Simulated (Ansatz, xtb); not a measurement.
## Two isomers of CH4Ge

Structure X: `[CH3][GeH]`, a triplet. Structure Y: `[CH2]=[GeH2]`, a singlet. Both are isolated molecules in the gas phase, relaxed with B3LYP-D4/def2-TZVP.

X (Å):

```xyz
6

C    -1.3267   -2.2023   -0.9946
Ge   -0.4968   -1.3307   -2.5871
H    -0.5938   -2.8494   -0.5176
H    -2.1806   -2.7962   -1.3194
H    -1.6432   -1.4310   -0.2930
H    -1.3497   -0.3464   -3.4383
```

Y (Å):

```
atom    x (Å)    y (Å)    z (Å)
   C  -0.2485   0.4712  -0.7540
  Ge  -0.1192   0.2804   1.0074
   H  -0.3521  -0.3829  -1.4080
   H   0.0274   1.4695   1.9544
   H  -0.2271   1.4466  -1.2190
   H  -0.1471  -1.0852   1.6904
```

**Question.** Which of the two would you expect CCSD(T)/def2-TZVPP electronic energies to favour?

**Answer.** Structure Y; the calculation gives E(Y) − E(X) = −63.1 kJ/mol.

How the difference moves with the method:

```csv
level,geometry,E(Y) − E(X) (kJ/mol),departure from the last row (kJ/mol),"job, with rough time for the two"
HF/STO-3G,GFN2-xTB,+10.1,+73.2,"single point, 0.22 s"
r2SCAN-D4/def2-SVP,GFN2-xTB,−34.5,+28.6,"single point, 2.4 s"
B3LYP-D4/def2-TZVP,B3LYP-D4/def2-TZVP,−56.2,+6.9,"optimisation, 24 s"
HF/def2-TZVPP,B3LYP-D4/def2-TZVP,+35.0,+98.1,part of the CCSD(T) run
MP2/def2-TZVPP,B3LYP-D4/def2-TZVP,−59.4,+3.7,part of the CCSD(T) run
CCSD(T)/def2-TZVPP,B3LYP-D4/def2-TZVP,−63.1,,"single point, 59 s"
```

As drawn, Y has 1 C=Ge, 1 Ge–H in place of 1 C–Ge, 1 C–H.

HF/STO-3G, HF/def2-TZVPP put the two in the other order. The largest departure from CCSD(T)/def2-TZVPP is that of HF/def2-TZVPP, 98.1 kJ/mol. At CCSD(T)/def2-TZVPP a singlet with the links of X lies below this triplet.

With harmonic frequencies from B3LYP-D4/def2-TZVP (ideal gas, rigid rotor, one conformer each, 1000 K, 1 atm): the zero-point term adds −7.0 kJ/mol; ΔH is −68.5 and ΔG −43.9 kJ/mol.

Open shells are spin-unrestricted. The correlated steps freeze 10 core orbitals; the filled d shell of Ge is correlated, in a basis made for valence electrons. ΔG holds the spin degeneracy. Codes used: Ansatz 0.2.0, xtb 6.7.1; the last row on 2 threads of Arm Neoverse V1 on a shared host.

Y lies below triplet X because its two remaining valence electrons are paired in a C=Ge π bond. In X they stay unpaired on germanium, one of them in an orbital that would otherwise hold a lone pair rich in 4s character. Hartree–Fock reverses the order because it misses most of the correlation between opposite spins, which matters more for the extra pair in Y than for the parallel spins in X. MP2 recovers nearly all of the shift, so the reversal is not mainly a basis-set effect.

The zero-point term favours Y, as expected when a stiff C–H stretch is exchanged for a softer Ge–H one. Entropy favours X through its spin degeneracy and probably its loose methyl torsion, but does not overturn the order at this temperature.

The result does not make germene the global minimum: singlet methylgermylene, with its 4s-rich lone pair intact, is generally known to be the more stable isomer, reflecting germanium's reluctance to hybridise and its weak π overlap with carbon.
